**Question: Bi2Te3 is harder to squeeze than to stretch. Can I still estimate it by hand?**

I have the calculated pressure and energy of bismuth telluride at five volumes.

Bi2Te3 (space group R-3m, 5 atoms in the cell) at scaled volumes, cell shape and atoms relaxed at each, computed with Ansatz 0.2.0: PBEsol, plane-wave PAW, scalar-relativistic, no spin polarisation, cutoff 420 eV, k mesh 12×12×12. Energies count from the minimum of a third-order Birch-Murnaghan fit, and positive pressure means compression.

```
volume per atom (Å³/atom)  energy over minimum (meV/atom)  pressure (GPa)
                   31.583                            15.8            2.78
                   32.591                             3.5            1.22
                   33.599                            -0.1           -0.01
                   34.607                             2.7           -0.82
                   35.615                             9.2           -1.18
```

I tried to treat the crystal as a spring, with pressure proportional to the change in volume. That can't be right, because a 6 % squeeze takes 2.78 GPa while a 6 % stretch takes a pull of only 1.18 GPa. Is there a formula simple enough for paper, and why does the crystal behave so unevenly?

**Answer**

Your spring needs one correction: it must soften as the crystal expands. Let p be the change in volume in per cent, counted from the relaxed crystal at 33.599 Å³ per atom and negative for a squeeze. The pressure P in GPa is then

P = −b p + c p²

The constant b is the stiffness at rest, and c tells how fast that stiffness is lost on expansion. A negative P means that the crystal has to be pulled.

Two points, equally far on either side of rest, give both constants. In the sum of their pressures the spring part cancels, and in the difference the correction cancels. The rows at −3 % and +3 %, with 1.22 and −0.82 GPa, give

b = (1.22 + 0.82) / 6 = 0.34 GPa per per cent
c = (1.22 − 0.82) / 18 = 0.0222 GPa per per cent squared

Now take the two outermost rows, whose pressures played no part in setting the constants. The spring part is 0.34 × 6 = 2.04 GPa and the correction is 0.0222 × 36 = 0.80 GPa. In the squeeze they add, and in the stretch they work against each other:

p = −6: P = 2.04 + 0.80 = 2.84 GPa
p = +6: P = −2.04 + 0.80 = −1.24 GPa

Both estimates are 0.06 GPa from the table, which is 2 % of the squeezing pressure and 5 % of the pull. The spring alone would be wrong by as much as 0.86 GPa.

The energy needs no new constant, because it is the work done against the pressure. Adding up −P dV from the relaxed volume V₀, and using 1 GPa·Å³ ≈ 6.2 meV, gives the energy E per atom:

E = (V₀/100) (b p²/2 − c p³/3) ≈ 0.3565 p² − 0.0155 p³ meV

p = −6: E = 12.83 + 3.35 = 16.2 meV
p = +6: E = 12.83 − 3.35 = 9.5 meV

The table has 15.8 and 9.2 meV. In all four displaced rows the estimate is within 4 % of the tabulated energy. This is mainly a check of consistency, since pressure and energy describe the same curve. The −0.1 meV of the relaxed crystal is a small error in the fitted zero of energy.

**Why the crystal softens so fast**

Bi2Te3 is built of layers five atoms thick. Strong bonds hold each layer together, while neighbouring layers touch only through weak contacts between tellurium atoms. Think of stiff and soft springs in a row: both carry the same load, but the soft one gives most of the length.

The cell edges from the same calculations fit this picture. When the volume grows by 6 %, the c axis, which runs across the layers, lengthens by 4.5 %, and the a axis, which lies within them, by only 0.7 %. When the volume shrinks by 6 %, the two axes shorten by similar amounts, 2.4 % and 1.9 %. Expansion therefore has an easy direction, and compression has hardly any.

The reason lies in how a weak contact responds to distance. Pushed together, the tellurium atoms soon repel each other strongly, so the contact becomes stiff and the layers themselves must take a larger share of the squeeze. Pulled apart, the contact still resists, but each further step of widening takes a smaller increase in the pull, so the gap takes most of the added length. The stiffness taken from neighbouring rows falls accordingly, from about 50 GPa at the compressed end to about 13 GPa at the stretched end.

The softening and the change of shape are results of the calculation. That the gaps between the layers take up the extra length is an inference from the known structure. The atomic positions at each volume would settle it, but they are not available here.

**What to expect of a neighbouring crystal**

The useful number to compare is c/b, the size of the correction relative to the spring part for each per cent of volume change. It is tied to the pressure derivative of the bulk modulus, B′, which says how quickly a solid stiffens under pressure:

c/b = (B′ + 1) / 200

For a solid bonded about equally in all directions, such as rock salt, B′ is roughly 4 or 5 (a recalled size). The correction is then some 2.5 to 3 % of the spring part for each per cent of volume. In Bi2Te3 it is 6.5 %, which corresponds to a B′ of about 12. That value describes the response over this range of volumes, change of shape included, and would shift somewhat with another choice of points. With B′ = 4 and the same b, the formula would put the pull at +6 % at 1.73 GPa, far above the calculated value.

For another crystal, then, first ask whether it has a soft direction into which it can expand. If it has, expect a larger difference between squeezing and stretching than an ordinary solid shows, and do not borrow an ordinary B′. The values of b and c belong to Bi2Te3 and have to be set anew from two points of the other material.

**Where the formula stops**

Use it between −6 and +6 %. At an expansion of about 7.7 % the parabola turns back and the pull begins to weaken. That is where the formula ends; it is no forecast of the load at which the crystal comes apart.

The formula also assumes equal pressure from all sides and a crystal free to change its shape. A film whose layers lie flat on a substrate and are clamped to it has its a axis held and can change only along c, so these constants do not apply to it.

Finally, the accuracy quoted above is relative to the calculation, not to a measured sample. The functional used here lacks the long-range dispersion attraction that helps to hold the layers together. The stretched half of the table depends most on that attraction, so it is the half to trust least for a real crystal. Without it the pull between the layers is expected to fade too early as they separate, so part of the fast softening, and of the high B′, may come from the functional. Spin-orbit coupling, which is strong in such heavy atoms, is left out as well. The output below lists the estimates for every row, with the constants set from the two 3 % pressures alone.

Printed output of the fit:

```
b, GPa per per cent: 0.34
c, GPa per per cent squared: 0.02222
pressure derivative of the bulk modulus implied by b and c: 12.07
energy square coefficient, meV/atom per per cent squared: 0.3565
energy cube coefficient, meV/atom per per cent cubed: 0.01553
Shape and stiffness (step from the row above):
     row  volume change %  a axis change %  c axis change %  stiffness GPa
  31.583               -6           -1.871           -2.382            n/a
  32.591               -3          -0.9377           -1.155          49.66
  33.599                0                0                0          40.38
  34.607                3           0.5365            1.904           27.4
  35.615                6           0.7153              4.5          12.54
Pressure in GPa:
     row  linear part  curvature part   rule  rule minus table  ordinary solid
  31.583         2.04             0.8   2.84              0.06           2.346
  32.591         1.02             0.2   1.22        -5.107e-15           1.097
  33.599            0               0      0              0.01               0
  34.607        -1.02             0.2  -0.82         -1.11e-16         -0.9435
  35.615        -2.04             0.8  -1.24             -0.06          -1.734
Energy in meV/atom:
     row  square part  cube part   rule  rule minus table
  31.583        12.83      3.355  16.19              0.39
  32.591        3.209     0.4194  3.628            0.1281
  33.599            0          0      0               0.1
  34.607        3.209    -0.4194  2.789           0.08921
  35.615        12.83     -3.355  9.479            0.2791
largest pressure miss at 6 per cent in GPa, rule; constant stiffness; ordinary solid: 0.06, 0.86, 0.554
largest relative pressure miss of the rule at 6 per cent, %: 5.085
largest relative energy miss of the rule in the four displaced rows, %: 3.659
expansion at which the parabola turns back, % (end of the formula): 7.65
```
